Question

These are computed electric-quadrupole (E2) lines among the levels of the tin ground configuration 5p². The spin-forbidden 1D2–3P2 element is larger than the allowed 3P2–3P0 one, while 1D2–3P0 almost vanishes. Can such numbers be estimated on paper, and how well?

Electric-quadrupole lines of Sn, computed with B-spline many-body code 1 by no-pair Dirac CI+MBPT: two valence electrons outside a frozen Dirac-Hartree-Fock [Kr] 4d10 5s2 core, with screened core-valence correlation, Breit and QED. Elements are in length form, with core polarisation from static RPA unless marked otherwise; the nuclear rms radius is 4.6519 fm.

```
  upper    lower  reduced element (a.u.)  without core polarisation (a.u.)  wavelength (nm)  rate (s⁻¹)
5p2 3P2  5p2 3P0                   7.787                             7.694             2900   0.0006622
5p2 1D2  5p2 3P0                  0.1278                            0.1294             1161   1.733e-05
5p2 3P2  5p2 3P1                   10.59                             10.46             5695   4.192e-05
5p2 1D2  5p2 3P1                   3.414                             3.368             1445    0.004140
5p2 1D2  5p2 3P2                   9.310                             9.196             1937    0.007122
5p2 1S0  5p2 3P2                   3.383                             3.335            668.3      0.9611
5p2 1S0  5p2 1D2                   14.07                             13.90             1020       2.005
```

Answer

Yes for six of the seven lines, from angular algebra, two mixing angles and one radius. The labels are (2S+1)LJ, Q is the reduced element in atomic units, λ the wavelength in nm and J the upper level's angular momentum.

The rate is

A = 1.12×10¹³ s⁻¹ × Q² / ((2J+1) λ⁵)

The calculation uses this relation itself, so agreement with the rate column tests nothing. It does explain why 3P2–3P1, second in Q, is slow at 5695 nm.

All lines lie within one shell, so Q = k·R, with R = ⟨r²⟩ of 5p and k an angular factor. In the pure LS limit the operator leaves spin alone: k = 0.632 for 3P2–3P0, 0.949 for 3P2–3P1, 1.265 for 1S0–1D2, and zero for the other four rows. The diagonal factors are +0.837 for 3P2 and −1.673 for 1D2.

Spin-orbit coupling, of strength ζ, mixes terms of equal J: 3P2 with 1D2 (angle θ, coupling ζ/√2) and 3P0 with 1S0 (angle φ, coupling √2ζ). 3P1 has no partner. Before mixing, 3P0, 3P1 and 3P2 sit at −ζ, −ζ/2 and +ζ/2, and mixing lowers the lower level of a pair by ΔE sin²(angle), ΔE being the pair's final gap. Hence

sin 2θ = √2 ζ / ΔE₂, with E(3P2) − E(3P1) = ζ − ΔE₂ sin²θ

sin 2φ = 2√2 ζ / ΔE₀, with E(3P1) − E(3P0) = ζ/2 + ΔE₀ sin²φ

The wavelengths give ΔE₂ = 5163 cm⁻¹ and a 3P2–3P1 interval of 1756 cm⁻¹. Trying ζ = 2380 cm⁻¹ gives sin 2θ = 1.414 × 2380/5163 = 0.652, θ = 20.3°, sin²θ = 0.121, and 2380 − 0.121 × 5163 = 1755, which closes. The J = 0 pair gives ζ = 2250 cm⁻¹ and φ = 10.1°. The two ζ differ by about 6%, a first sign of the model's coarseness. The J = 2 equations also close at a second angle, near 34°, with a much larger ζ, and it is the J = 0 value of ζ that selects the smaller root. The ratio of interval to gap, 0.34, is near the largest the formula allows, about 0.37, so θ is sensitive to small errors in the levels. Ratios of the same calculation's magnetic-dipole (M1) elements give 19.5° and 9.9°, so the angles hold to about a degree.

For R, Slater's rules give an effective charge of 5.65 and n* = 4:

R = (2n*+2)(2n*+1)/4 × (n*/5.65)² = 11.28 a.u.

Nothing here is fitted to the elements, though the angles come from the computed levels. That R lands within 3% of the best-fit 11.60 is partly luck, and it is one atom.

First worked row, 1D2–3P2. Both levels are mixtures of the same two terms, so the line feeds on the difference of the diagonal factors, whose opposite signs make the magnitudes add:

k = sinθ cosθ × (0.837 + 1.673) = 0.348 × 0.938 × 2.51 ≈ 0.82

With k = 0.818, Q = 9.23, which is 0.9% below the table's 9.310, and

A = 1.12×10¹³ × 9.23² / (5 × 1937⁵) = 0.0070 s⁻¹

against 0.007122. The weight of mixing is only 12%, but Q follows the amplitude, and 0.82 exceeds the 0.661 of 3P2–3P0.

Second row, 1S0–1D2:

k = 1.265 cosθ cosφ + 0.632 sinθ sinφ = 1.168 + 0.039 ≈ 1.206

Q = 13.60, 3.3% below 14.07, and A = 1.88 s⁻¹ against 2.005.

The other rows follow the same way: k = 0.632 cosθ cosφ + 1.265 sinθ sinφ for 3P2–3P0, 0.949 cosθ for 3P2–3P1, 0.949 sinθ for 1D2–3P1 and 1.265 sinθ cosφ − 0.632 cosθ sinφ for 1S0–3P2. Over the table this rule puts the four large elements 1 to 5% below the computed ones and the two medium ones, 1D2–3P1 and 1S0–3P2, 9 to 10% above; those six rates fall within 0.90 to 1.20 of the table. The output below also gives least-squares versions fitted to these six rows, with 1D2–3P0 left out.

The medium rows show the first limit. Part of their excess is the angle. Taking ζ = 2250 cm⁻¹ for the J = 2 pair too gives sin 2θ = 0.616 and θ ≈ 19°, which brings 1D2–3P1 to about 3.5, some 2% high, but drops 1D2–3P2 to 8.72, 6% low. The close match of the first worked row is thus partly luck, and with one radius no single θ fits both rows. Core polarisation, the difference between the two element columns, is 1.2 to 1.4% in size in every row, too small to matter, and M1 angles with a fitted R still leave an 8% excess. Theory suggests where to look: the LS zero of 1D2–3P1 is a cancellation between a p1/2–p3/2 and a p3/2–p3/2 radial integral, and relativity contracts p1/2. Fitting two radii brings the rms error to 1.1%, with the p3/2–p3/2 one 4% larger, the expected direction. The fit may absorb other errors, so it supports this cause without proving it.

The rule fails for 1D2–3P0, where two paths oppose each other:

k = |0.632 sinθ cosφ − 1.265 cosθ sinφ| = 0.2165 − 0.2082

One degree in θ moves Q by 0.13 a.u. and one degree in φ by 0.24, as much as the element itself or more. The versions scatter from 70% below to 50% above 0.1278, so the plain rule's 27% miss is accidental. It is also the only element that core polarisation lowers. The line vanishes in both limits: by spin in LS coupling, and in jj coupling (sin²θ = 2/3, sin²φ = 1/3) because (p3/2)² → (p1/2)² needs two electrons to jump. Near the LS limit the second path is the larger if ΔE₀ < 4ΔE₂, while in Sn the two are almost equal. Sn thus lies close to a zero of the model element, whose sign these angles do not settle.

The same limits indicate the neighbours. In Ge, Si and C, ζ shrinks, the allowed elements approach kR with the LS factors, and the forbidden ones other than 1D2–3P0 fall roughly in proportion to ζ/ΔE; 1D2–3P0 starts from a near-cancellation and can first grow. In Pb the angles move toward the jj values (once θ passes about 27° the larger root of the J = 2 equations is the physical one, so the J = 0 ζ must choose), 1D2–3P1 gains on 3P2–3P1 as tan θ, and a single radius should serve worse. In p² ions of higher charge R shrinks while mixing grows.

Matching the table is not matching nature, because λ⁵ magnifies level errors. The computed 1S0 at 18412 cm⁻¹ lies above a rough recalled measurement near 1.7×10⁴ cm⁻¹; that shift alone would cut the 1S0–1D2 rate about twofold and 1S0–3P2 about 1.6-fold. The frozen 5s² pair, which keeps 5p⁴ out of the configuration interaction, is a possible cause, untested here. These are also partial rates: in the same calculation M1 outruns E2 by 78 for 1D2–3P2, 120 for 1D2–3P1 and about 1550 for 3P2–3P1, and 1S0 decays to 3P1 by M1 faster than by its two E2 lines together, so lifetimes need both.

Numerical output:

```
rate = C Q^2/((2J+1) lambda^5), C = 1.1200e+13 (nm, a.u., 1/s); worst deviation 0.15% (rounding of lambda gives up to 0.25%)
levels, cm-1: 3P1 1692, 3P2 3448, 1D2 8611, 1S0 18412; gap J=2 5163, 3P2-3P1 1756
zeta from J=2 pair 2380, from J=0 pair 2250 cm-1 (differ 5.8%)
angles from energies: theta 20.34 deg (sin 0.348, cos 0.938, weight 12.1%), phi 10.11 deg (sin 0.176, cos 0.984, weight 3.1%)
angles from M1 ratios: theta 19.49 deg (sin 0.334, cos 0.943, weight 11.1%), phi 9.88 deg (sin 0.172, cos 0.985, weight 2.9%)
theta from E2 ratio 1D2-3P1 / 3P2-3P1: 17.87 deg
pure LS diagonal factors: 3P2 +0.837, 1D2 -1.673
<r^2>, a.u.: Slater 11.28 (Zeff 5.65); fit B 11.60; fit C 11.68; fit D R13 11.48, R33 11.97, ratio 1.043
row | k pure LS | k mixed (energies) | table Q | Q and error % for A, B, C, D (table rounding under 0.05%)
3P2-3P0 | 0.632 | 0.6610 | 7.787 | 7.454 -4.3 | 7.666 -1.6 | 7.704 -1.1 | 7.683 -1.3
1D2-3P0 | 0.000 | 0.0083 | 0.1278 | 0.093 -27.1 | 0.096 -25.1 | 0.038 -70.4 | 0.192 +50.3
3P2-3P1 | 0.949 | 0.8895 | 10.59 | 10.031 -5.3 | 10.316 -2.6 | 10.442 -1.4 | 10.486 -1.0
1D2-3P1 | 0.000 | 0.3298 | 3.414 | 3.719 +8.9 | 3.825 +12.0 | 3.696 +8.3 | 3.477 +1.8
1D2-3P2 | 0.000 | 0.8182 | 9.31 | 9.227 -0.9 | 9.488 +1.9 | 9.218 -1.0 | 9.256 -0.6
1S0-3P2 | 0.000 | 0.3288 | 3.383 | 3.708 +9.6 | 3.813 +12.7 | 3.660 +8.2 | 3.367 -0.5
1S0-1D2 | 1.265 | 1.2062 | 14.07 | 13.603 -3.3 | 13.988 -0.6 | 14.139 +0.5 | 14.226 +1.1
A energy angles, Slater R: rms 6.2%, worst of six fitted rows 1S0-3P2 +9.6%
B energy angles, fitted R: rms 7.3%, worst of six fitted rows 1S0-3P2 +12.7%
C M1 angles, fitted R: rms 4.8%, worst of six fitted rows 1D2-3P1 +8.3%
D M1 angles, two radii: rms 1.1%, worst of six fitted rows 1D2-3P1 +1.8%
row | table rate 1/s | rate A, ratio | rate B, ratio | core polarisation change of Q %
3P2-3P0 | 0.0006622 | 0.000607 0.92 | 0.000642 0.97 | +1.21
1D2-3P0 | 1.733e-05 | 9.21e-06 0.53 | 9.74e-06 0.56 | -1.24
3P2-3P1 | 4.192e-05 | 3.76e-05 0.90 | 3.98e-05 0.95 | +1.24
1D2-3P1 | 0.00414 | 0.00492 1.19 | 0.0052 1.26 | +1.37
1D2-3P2 | 0.007122 | 0.00699 0.98 | 0.0074 1.04 | +1.24
1S0-3P2 | 0.9611 | 1.16 1.20 | 1.22 1.27 | +1.44
1S0-1D2 | 2.005 | 1.88 0.94 | 1.98 0.99 | +1.22
1D2-3P0 terms of k: triplet 0.2165, singlet 0.2082, opposite signs
1D2-3P0 shift per degree, a.u.: theta 0.134, phi 0.244
M1 rate / E2 rate: 3P2-3P1 1552, 1D2-3P1 120, 1D2-3P2 78
if 1S0 lay near 1.7e4 cm-1 (rough, recalled), rates fall by about 2.2 (to 1D2), 1.6 (to 3P2)
```
